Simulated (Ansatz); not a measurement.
# Phonon-limited resistivity of SiNi (Pnma) from 150 to 800 K with PBE: slope, negative offset and a one-frequency model

A straight line through the computed resistivity of SiNi reaches zero at 1.772 / 0.04043 = 44 K and is negative below that, which no resistivity can be. Yet the same line follows the computed values closely from 150 to 800 K, although the simple linear law is expected only when the temperature is high compared with the phonon energies. We want a slope and an offset that can be used for contacts and thin conductors, and a reason for the sign of the offset. The resistivity is that of a perfect crystal with phonon scattering alone, averaged over the three axes. It is measured from zero resistivity, and temperature from absolute zero.

## How the numbers were made

One crystal, SiNi (Pnma). Starts: cells from crystal-structure databases (structures alone), relaxed in cell and atoms with the same functional. Program: Ansatz 0.2.0, plane waves, PBE, PAW potentials (PAW of the set soft_1), scalar-relativistic, wave cutoff 420 eV, Methfessel-Paxton smearing of 0.2 eV. No spin polarisation and no spin-orbit coupling. Harmonic phonons and electron-phonon potentials come from linear response on the q mesh and are interpolated to the scattering mesh; the resistivity solves the linearised Boltzmann equation with phonon scattering alone at the static relaxed cell. Meshes (electron / phonon q / scattering): 6x12x6 / 3x4x2 / 12x16x12. Relaxed volume 12.22 A^3 an atom. Sources of the cells: Crystallography Open Database. Selection: Only runs are listed whose resistivity at 300 K is under 110 microohm cm, moved by 25 per cent or less on halving the scattering mesh, and by 15 per cent or less in one of two tests (that halving, or the last ladder step, which may keep the scattering mesh); this favours well-behaved metals. Temperatures under 80 K or a quarter of the Debye temperature, and resistivities over 120 microohm cm, are left out. Runs whose self-consistent cycle did not end as converged, with imaginary phonons on their own or a finer mesh, whose potentials the program flagged as not matching the functional or are known to be faulty, or with settings drawn wide or wrong on purpose are left out.

Notes on method and selection:

- Meshes of this size leave errors of about 5 to 15 per cent in resistivity and coupling, more where a note says so; three or four q divisions can move the resistivity at 300 K by up to 10 per cent and far more below 50 K.
- No impurities, grain boundaries, thermal expansion or anharmonicity are included.
- Run without spin though a moment or strong spin fluctuations may form.
- This run gives a Debye temperature of 495 K, a mean lambda_tr of 0.279 and an r.m.s. Drude plasma energy of 5.29 eV.
- The lowest-order high-temperature slope is 2 pi lambda_tr kB / (hbar eps0 wp^2), 7434 microohm cm x 2 pi lambda_tr kB / Ep^2 with energies in eV.
- The Ziman value is a lowest-order variational estimate, which lies above the full solution where the bands vary little over the Fermi window.
- The mesh bars were set with the first tables in view, and magnets and 4f-in-core metals get no measured resistivity.
- Runs in which the search for lower states was switched off are not listed.
- The PAW data of the set soft_1 were made for PBE and also serve the PBEsol runs.
- Runs that did not converge, have known faults or may not be shown are not listed, and runs on Ansatz's PAW sets soft_1 and soft_2 are kept to separate tables.

Columns:

- T (K): temperature.
- T / Debye: temperature divided by the Debye temperature from the second moment of the phonon spectrum.
- resistivity (μΩ cm): phonon-limited resistivity, mean of the three diagonal elements.
- Ziman value (μΩ cm): lowest-order variational (Ziman) resistivity from the transport Eliashberg function, mean.
- RTA value (μΩ cm): resistivity in the relaxation-time approximation, mean.

## Data

| member | T (K) | T / Debye | resistivity (μΩ cm) | Ziman value (μΩ cm) | RTA value (μΩ cm) |
| --- | --- | --- | --- | --- | --- |
| 150 K | 150 | 0.30 | 4.060 | 4.586 | 3.657 |
| 200 K | 200 | 0.40 | 6.254 | 6.844 | 5.668 |
| 273 K | 273 | 0.55 | 9.354 | 10.070 | 8.532 |
| 300 K | 300 | 0.61 | 10.472 | 11.250 | 9.568 |
| 400 K | 400 | 0.81 | 14.540 | 15.540 | 13.330 |
| 500 K | 500 | 1.01 | 18.533 | 19.780 | 17.030 |
| 600 K | 600 | 1.21 | 22.500 | 24.000 | 20.690 |
| 800 K | 800 | 1.62 | 30.427 | 32.450 | 28.020 |

Least-squares fits to the whole series, with x = T (K); R² and errors in the fitted variable (y, or ln y where the fit is in ln y):

| y | members | fit | R² | rms residual | leave-one-out rms | the same for the mean of the others |
| --- | --- | --- | --- | --- | --- | --- |
| resistivity (μΩ cm) | 8 | y = −1.772 + 0.04043 x | 1.00 | 0.13 | 0.20 | 9.5 |
| Ziman value (μΩ cm) | 8 | y = −1.667 + 0.04277 x | 1.00 | 0.089 | 0.14 | 10 |

## Why the values move as they do

The resistivity rises from 4.060 μΩ cm at 150 K to 30.427 μΩ cm at 800 K. The fitted line has a slope of 0.04043 μΩ cm per kelvin and an offset of −1.772 μΩ cm. The local slope falls slowly, from (6.254 − 4.060) / 50 = 0.0439 between 150 and 200 K to (30.427 − 22.500) / 200 = 0.0396 between 600 and 800 K.

A model with two parameters accounts for both the offset and the bend. We assume that phonons are the only scatterers, that the coupling and the plasma energy do not change with temperature, and that all the coupling sits at one phonon frequency ω.

In the lowest-order theory, a mode scatters in proportion to λω × (ħω / kBT) × n(n + 1), where λ is its coupling and n its thermal occupation. With x = ħω / (2kBT), n(n + 1) equals 1 / (4 sinh² x), and the product becomes proportional to λT (x / sinh x)². Writing θ = ħω / kB gives

ρ = A T (x / sinh x)², with x = θ / (2T).

When T is well above θ / 2, the bracket is close to 1 − θ² / (12T²), so that

ρ ≈ A T − A θ² / (12T).

The second term is the scattering lost because the vibrations are quantised. It shrinks as the crystal warms, so the curve climbs towards the proportional law A T from below. A tangent at temperature T therefore has a slope slightly above A, namely A [1 + θ² / (12T²)], and a negative offset, −A θ² / (6T). The offset is a mark of phonon freezing and not a resistivity at absolute zero.

The lowest-order theory also gives A from the coupling and plasma energy of this run: 7434 × 2 × 3.1416 × 0.279 × 0.00008617 / 5.29² = 0.0401 μΩ cm per kelvin.

## Testing the model

We fix A and θ on the rows at 300 and 800 K. The resistivity divided by temperature is 10.472 / 300 = 0.03491 and 30.427 / 800 = 0.03803, and their ratio is 0.03491 / 0.03803 = 0.918. To evaluate (x / sinh x)² by hand we use the series sinh x / x = 1 + x² / 6 × (1 + x² / 20 × (1 + x² / 42)), whose last factor matters only below 300 K. Trial values of θ reproduce the ratio at 330 K. There x is 330 / 600 = 0.55 at 300 K and 330 / 1600 = 0.20625 at 800 K, so that (x / sinh x)² is 1 / (1 + 0.55² / 6 × (1 + 0.55² / 20))² = 0.9050 and 1 / (1 + 0.20625² / 6 × (1 + 0.20625² / 20))² = 0.9859. Then A = 30.427 / (800 × 0.9859) = 0.03858 μΩ cm per kelvin.

Four other rows follow, in μΩ cm:

- 150 K: x = 330 / 300 = 1.100, 1 / (1 + 1.1² / 6 × (1 + 1.1² / 20 × (1 + 1.1² / 42)))² = 0.6783, and 0.03858 × 150 × 0.6783 = 3.93; the table has 4.060.
- 200 K: x = 330 / 400 = 0.825, 1 / (1 + 0.825² / 6 × (1 + 0.825² / 20 × (1 + 0.825² / 42)))² = 0.8010, and 0.03858 × 200 × 0.8010 = 6.18; the table has 6.254.
- 400 K: x = 330 / 800 = 0.4125, 1 / (1 + 0.4125² / 6 × (1 + 0.4125² / 20))² = 0.9452, and 0.03858 × 400 × 0.9452 = 14.59; the table has 14.540.
- 600 K: x = 330 / 1200 = 0.275, 1 / (1 + 0.275² / 6 × (1 + 0.275² / 20))² = 0.9752, and 0.03858 × 600 × 0.9752 = 22.57; the table has 22.500.

The same two parameters give the straight line. At 400 K, close to the mean temperature of the rows, the tangent has a slope of 0.03858 × [1 + 330² / (12 × 400²)] = 0.0408 μΩ cm per kelvin and an offset of −0.03858 × 330² / (6 × 400) = −1.75 μΩ cm, close to the fitted 0.04043 and −1.772.

The fitted A is 4 per cent below the lowest-order 0.0401. That is the expected direction, because A was fixed on the full solution, which lies below the Ziman value in every row.

## Exceptions

Largest departures from the fit to the whole series:

| member | resistivity (μΩ cm) | fit | computed − fit | in rms residuals |
| --- | --- | --- | --- | --- |
| 150 K | 4.060 | 4.292 | −0.232 | 1.8 |
| 800 K | 30.427 | 30.572 | −0.145 | 1.1 |
| 400 K | 14.540 | 14.400 | +0.140 | 1.1 |
| 300 K | 10.472 | 10.357 | +0.115 | 0.9 |

The model is lowest against the table at 150 K, by 0.13 μΩ cm or 3 per cent, and it is also low at 200 K. The assumption most likely to fail there is the single frequency. A real crystal has softer modes that stay populated on cooling and keep scattering electrons, which raises the resistivity above the model, as the table has it. The mesh may contribute as well, since the program judged the low-temperature resistivity not yet converged in the scattering mesh.

The two rows not worked out above also fit well. At 273 K, x = 330 / (2 × 273) = 0.6044, 1 / (1 + 0.6044² / 6 × (1 + 0.6044² / 20 × (1 + 0.6044² / 42)))² = 0.8866, and 0.03858 × 273 × 0.8866 = 9.34 μΩ cm, against 9.354 in the table. At 500 K, x = 330 / 1000 = 0.33, 1 / (1 + 0.33² / 6 × (1 + 0.33² / 20))² = 0.9645, and 0.03858 × 500 × 0.9645 = 18.61 μΩ cm, against 18.533.

The straight line fails in a different pattern. The computed values lie below it at 150, 200 and 800 K and above it at the five temperatures between, with the largest departure, −0.232 μΩ cm, at 150 K. This is the bend that the freezing term describes. What fails is the assumption of a constant slope.

## Closing remarks

Between 150 and 800 K the line ρ = −1.772 + 0.04043 T serves for interpolation, with a leave-one-out error of 0.20 μΩ cm. Below 150 K it should not be used. The closeness of these fits describes the shape of the curve; its height carries a mesh error of about 5 to 15 per cent.

Two omitted effects may exceed the misses of the fit. Impurities, grain boundaries and, in thin conductors, surfaces add a roughly constant positive term, which can cancel or reverse the negative offset. Thermal expansion and anharmonic softening usually raise the resistivity on heating and so steepen the slope. In textured films direction matters too, because the computed resistivity is anisotropic and lowest along the first axis.
